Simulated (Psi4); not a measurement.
# NbCl5 (SMILES Cl[Nb](Cl)(Cl)(Cl)Cl): the vertical ionisation energy, rung by rung

NbCl5 has 6 atoms, charge 0, and is taken as a singlet. SMILES: `Cl[Nb](Cl)(Cl)(Cl)Cl`. The shape is that of a PBE0-D4/def2-TZVP optimisation.

Quantity: the vertical ionisation energy (to the doublet cation), in eV. The values are calculated.

| level | kind | program | value (eV) | CPU time (all runs) |
| --- | --- | --- | --- | --- |
| B3LYP/def2-TZVP (density fitting, core potential) | global hybrid | Psi4 | 10.83 | 3.4 min |
| wB97M-V/def2-TZVP (density fitting, core potential) | range-separated hybrid | Psi4 | 11.41 | 16 min |
| wB97X-V/def2-TZVP (density fitting, core potential) | range-separated hybrid | Psi4 | 11.50 | 8.4 min |
| B2PLYP/def2-TZVP (density fitting, core potential, density fitting for correlation) | double hybrid | Psi4 | 11.01 | 3.4 min |

Spin-orbit coupling is left out. The values span 10.83 to 11.50 eV. The second state's dipole differs much between rows, so they may not all be the same state. Times are those of the runs behind each value, whatever else they computed, on shared processors of several kinds: orders of magnitude only.

The two range-separated hybrids give the highest ionisation energies, 11.41 and 11.50 eV, while B3LYP gives the lowest at 10.83 eV and the double hybrid B2PLYP lies between at 11.01 eV. All four place the ionisation energy of NbCl5 in the region expected for removing an electron from chlorine rather than from the metal. Niobium(V) is formally d0, so there is no metal-centred valence electron to lose, and the highest occupied orbitals are essentially Cl 3p lone pairs, with limited Nb 4d admixture where symmetry allows.

These lone-pair combinations on the axial and equatorial chlorines lie close together, which probably makes the character of the hole sensitive to the functional. The spread may therefore reflect both a different choice of hole and the different treatment of exchange at long range, and it can't be read as a pure method error for one ionisation. The values also leave open how far the cation would relax after ionisation, and hence where the adiabatic threshold lies.
